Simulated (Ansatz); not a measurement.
## HgPd: energy above lowest point as volume scale varies

Results calculated with Ansatz 0.2.0, not measured. Free energy against uniform scaling of the volume at fixed shape and fractions; periodic cell, basis, potentials, k mesh and filling as listed.

The cell before it is scaled or strained (space group P4/mmm, No. 123):
```
CELL_PARAMETERS angstrom
3.03610 0.00000 0.00000
0.00000 3.03610 0.00000
0.00000 0.00000 3.71430
ATOMIC_POSITIONS crystal
Hg 0.00000 0.00000 0.00000
Pd 0.50000 0.50000 0.50000
```

Settings of every row: functional LDA; dispersion none; potentials PAW; wave cutoff 500 eV; density cutoff 2000 eV; k mesh 8x8x6; k shift 0x0x0; occupations methfessel paxton; smearing width 0.1 eV; spin none; SCF threshold exponent -6.

Limits: coarse k mesh, up to 40 meV an atom off; no spin-orbit coupling, which can matter with elements this heavy.

| row | volume scale | V (Å³/atom) | energy above lowest point (meV/atom) |
| --- | --- | --- | --- |
| 1 | 0.9406 | 16.102 | 2.8 |
| 2 | 0.9703 | 16.611 | 0 |
| 3 | 1 | 17.119 | ? |
| 4 | 1.0297 | 17.627 | 37.3 |
| 5 | 1.0594 | 18.136 | 71.9 |

Question: what energy above lowest point should row 3 give?

Worked fit of energy above lowest point. Take u = (V_r/V)^(2/3) − 1 with V_r = 17.119 Å³ an atom, which is twice the finite (Eulerian) strain; such expansions in the strain, on which the Birch-Murnaghan equation of state is built, carry the rest volume and the bulk modulus. The shown rows have u = 0.04168, 0.02029, -0.01931, -0.03774. Least squares give energy above lowest point = 12.45 − 941.1 × u + 16935 × u² meV/atom; a straight line predicts inner rows, each left out in turn, worse (root mean square 15 against 0.87 meV/atom). The rows lie off it by 0.2, -0.3, 0.4, -0.2. Its lowest point lies at u = 0.0278, or V = 16.43 Å³ an atom, and the curvature there gives the bulk modulus at fixed shape and fractions, B = (4/9)(1 + u)² E″(u)/V = 155 GPa. Letting shape and atoms relax would as a rule lower it, by much in layered, chain or molecular crystals. The withheld row has u = 0, so the fit gives 12.45 − 941.1 × (0) + 16935 × (0)² = 12.4 meV/atom.

The calculation gave 12.5 meV/atom. The fit lies 0.1 meV/atom (0.14 % of the column's range) below it, one unit of the last digit.
